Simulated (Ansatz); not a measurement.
# TiC: pressure and energy less free atoms against volume per atom

All results are calculated (Ansatz 0.2.0). Periodic Kohn-Sham DFT of a crystal at fixed atoms; pressure and stress are positive in compression; the energy is the free energy less that of spherical unpolarised free atoms; site moments are those in the method's own spheres, positive along +z.

Cell of the first row (space group Fm-3m, No. 225):
```
TiC
1.0
      0.0000     2.1198     2.1198
      2.1198     0.0000     2.1198
      2.1198     2.1198     0.0000
Ti C
1 1
Direct
  0.00000 0.00000 0.00000
  0.50000 0.50000 0.50000
```

Settings of every row: method all-electron LAPW; functional PBEsol; relativity scalar; k mesh 16x16x16; filling fermi-dirac; smearing width 0.03 eV; basis error target 1 meV/atom; nucleus gaussian.

Atom start moment: 0 on all atoms.

| row | volume per atom (Å³) | pressure (GPa) | energy less free atoms (eV/atom) |
| --- | --- | --- | --- |
| 1 | 9.526 | 10.834 | -9.3395 |
| 2 | 9.531 | 10.67 | -9.3398 |
| 3 | 9.728 | 4.565 | -9.3492 |
| 4 | 9.83 | ? | ? |
| 5 | 9.931 | -1.09 | -9.3513 |
| 6 | 10.134 | -6.196 | -9.3466 |
| 7 | 10.235 | -8.56 | -9.342 |
| 8 | 10.336 | -10.803 | -9.3358 |
| 9 | 10.438 | -12.936 | -9.3283 |
| 10 | 10.539 | -14.962 | -9.3195 |
| 11 | 10.742 | -18.713 | -9.2982 |

Question: what pressure and energy less free atoms should row 4 give?

Worked fit of pressure. Take u = (V_r/V)^(2/3) − 1 with V_r = 10.184 Å³ an atom, which is twice the finite (Eulerian) strain; such expansions in the strain, on which the Birch-Murnaghan equation of state is built, carry the rest volume and the bulk modulus. The shown rows have u = 0.04553, 0.04517, 0.03101, 0.01691, 0.00329, -0.00332, -0.00983, -0.01629, -0.02258, -0.03494. Least squares give pressure = −7.3877 + 356.884 × u + 946.5 × u² GPa; a straight line predicts inner rows, each left out in turn, worse (root mean square 0.56 against 0.014 GPa). The rows lie off it by 0.011, 0.006, -0.024, -0.008, 0.007, 0.002, 0.001, 0.014, 0.002, -0.011 (root mean square 0.011 GPa). The pressure vanishes at u = 0.0197, or V = 9.891 Å³ an atom, and there the bulk modulus at fixed shape and fractions is B = −V dP/dV = (2/3)(1 + u) dP/du = 268 GPa. The withheld row has u = 0.02387, so the fit gives −7.3877 + 356.884 × (0.02387) + 946.5 × (0.02387)² = 1.670 GPa.

The calculation gave 1.665 GPa. The fit lies 0.005 GPa (0.017 % of the column's range) above it; its largest miss of a shown row is 0.024 GPa.

Worked fit of energy less free atoms. Take u = (V_r/V)^(2/3) − 1 with V_r = 10.184 Å³ an atom, which is twice the finite (Eulerian) strain; such expansions in the strain, on which the Birch-Murnaghan equation of state is built, carry the rest volume and the bulk modulus. The shown rows have u = 0.04553, 0.04517, 0.03101, 0.01691, 0.00329, -0.00332, -0.00983, -0.01629, -0.02258, -0.03494. Least squares give energy less free atoms = −9.3445 − 0.7028 × u + 17.842 × u² eV/atom; a straight line predicts inner rows, each left out in turn, worse (root mean square 0.011 against 5.2e-05 eV/atom). The rows lie off it by 0.0000, 0.0000, -0.0001, 0.0000, 0.0000, 0.0000, 0.0001, 0.0000, 0.0000, 0.0000. Its lowest point lies at u = 0.0197, or V = 9.89 Å³ an atom, and the curvature there gives the bulk modulus at fixed shape and fractions, B = (4/9)(1 + u)² E″(u)/V = 267 GPa. The withheld row has u = 0.02387, so the fit gives −9.3445 − 0.7028 × (0.02387) + 17.842 × (0.02387)² = -9.3511 eV/atom.

The calculation gave -9.3511 eV/atom. The fit meets it to the printed digit.
